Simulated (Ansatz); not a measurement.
Gd: energy change per atom and pressure as volume scale varies

Plane-wave DFT, scalar-relativistic PAW made under PBE with cores redone for the functional, no dispersion; the given relaxed cell is scaled uniformly, energy at zero smearing counts from the unscaled cell, pressure at the given Fermi-Dirac smearing is positive in compression. The results are calculated, by Ansatz 0.2.0.

The cell before it is scaled or strained (space group P6_3/mmc, No. 194):
```
Gd
1.0
      3.6395     0.0000     0.0000
     -1.8198     3.1519     0.0000
      0.0000     0.0000     5.9110
Gd
2
Direct
  0.33333 0.66667 0.25000
  0.66667 0.33333 0.75000
```

Settings of every row: spin polarised yes; functional r2SCAN; wave cutoff 500 eV; smearing width 0.05 eV; k mesh 13x13x7.

Atom:
```
element  starting moment (Bohr magneton)
     Gd                             7.59
     Gd                             7.59
```

Limits: open f shell: the state may not be the lowest.

```
row  volume scale  V (Å³/atom)  energy change per atom (meV)  pressure (GPa)  largest site moment (Bohr magneton)
  1          0.88       29.835                         67.77            5.79                                 7.56
  2          0.92       31.191                         28.45            3.55                                 7.57
  3          0.96       32.547                          6.71            1.63                                 7.58
  4          1.04        35.26                             ?               ?                                    ?
  5          1.08       36.616                         23.16            -2.6                                  7.6
  6          1.12       37.972                         49.69           -3.63                                 7.61
```

Question: what energy change per atom and pressure should row 4 give?

Worked fit of energy change per atom. Take u = (V_r/V)^(2/3) − 1 with V_r = 32.547 Å³ an atom, which is twice the finite (Eulerian) strain; such expansions in the strain, on which the Birch-Murnaghan equation of state is built, carry the rest volume and the bulk modulus. The shown rows have u = 0.05972, 0.02878, 0, -0.07553, -0.09767. Least squares give energy change per atom = 6.631 + 473.55 × u + 9304.7 × u² meV; a straight line predicts inner rows, each left out in turn, worse (root mean square 25 against 0.89 meV). The rows lie off it by -0.33, 0.48, 0.08, -0.79, 0.55 (root mean square 0.5 meV). The withheld row has u = -0.05198, so the fit gives 6.631 + 473.55 × (-0.05198) + 9304.7 × (-0.05198)² = 7.16 meV.

The calculation gave 6.06 meV. The fit lies 1.10 meV (18 % of the value, 1.8 % of the column's range) above it; its largest miss of a shown row is 0.79 meV.

Worked fit of pressure. Take u = (V_r/V)^(2/3) − 1 with V_r = 32.547 Å³ an atom, which is twice the finite (Eulerian) strain; such expansions in the strain, on which the Birch-Murnaghan equation of state is built, carry the rest volume and the bulk modulus. The shown rows have u = 0.05972, 0.02878, 0, -0.07553, -0.09767. Least squares give pressure = 1.633 + 63.64 × u + 100 × u² GPa; a straight line predicts inner rows, each left out in turn, worse (root mean square 0.26 against 0.0059 GPa). All shown rows lie on it to the printed digit. The withheld row has u = -0.05198, so the fit gives 1.633 + 63.64 × (-0.05198) + 100 × (-0.05198)² = -1.40 GPa.

The calculation gave -1.4 GPa. The fit meets it to the printed digit.

The other values of row 4: largest site moment 7.6 Bohr magneton.
